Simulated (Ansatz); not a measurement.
A series in volume scale on VSi

Periodic Kohn-Sham DFT of a crystal at fixed atoms, scaled to volume_scale times the given cell; pressure positive in compression, energy less spherical unpolarised free atoms, largest_vzz the field gradient of largest size among the nuclei. The results are calculated, by Ansatz 0.2.0.

The cell before it is scaled or strained (space group F-43m, No. 216):
```
cell vectors (Å)
   0.0000     2.7646     2.7646
   2.7646     0.0000     2.7646
   2.7646     2.7646     0.0000
atoms (fractions of the cell vectors)
V   0.00000  0.00000  0.00000
Si  0.25000  0.25000  0.25000
```

Settings of every row: method frozen-core PAW; functional PBE; relativity scalar; k mesh 11x11x11; filling fermi-dirac; smearing width 0.05 eV; wave cutoff 420 eV; paw set soft_2.

Atom:
```
element  start moment (bohr magneton)
      V                           1.5
     Si                             0
```

Limits: the cell comes from a prototype or a list of computed structures and needn't be the stable phase.

```
row  volume scale  V (Å³/atom)  pressure (GPa)  cell moment (bohr magneton)
  1        0.9405       19.873           5.005                        0.367
  2          0.97       20.496           2.294                        0.442
  3             1       21.129          -0.009                        0.547
  4          1.03       21.764               ?                            ?
  5          1.06       22.398          -3.318                        0.841
```

Question: what pressure should row 4 give?

Worked fit of pressure. Take u = (V_r/V)^(2/3) − 1 with V_r = 20.812 Å³ an atom, which is twice the finite (Eulerian) strain; such expansions in the strain, on which the Birch-Murnaghan equation of state is built, carry the rest volume and the bulk modulus. The shown rows have u = 0.03126, 0.01025, -0.01003, -0.04778. Least squares give pressure = 1.0854 + 112.35 × u + 421.77 × u² GPa; a straight line predicts inner rows, each left out in turn, worse (root mean square 0.41 against 0.026 GPa). The rows lie off it by -0.005, 0.013, -0.010, 0.002 (root mean square 0.0086 GPa). The pressure vanishes at u = -0.0100, or V = 21.13 Å³ an atom, and there the bulk modulus at fixed shape and fractions is B = −V dP/dV = (2/3)(1 + u) dP/du = 68.6 GPa. The withheld row has u = -0.02938, so the fit gives 1.0854 + 112.35 × (-0.02938) + 421.77 × (-0.02938)² = -1.851 GPa.

The calculation gave -1.826 GPa. The fit lies 0.025 GPa (1.4 % of the value, 0.3 % of the column's range) below it; its largest miss of a shown row is 0.013 GPa.

The other values of row 4: cell moment 0.704 bohr magneton.
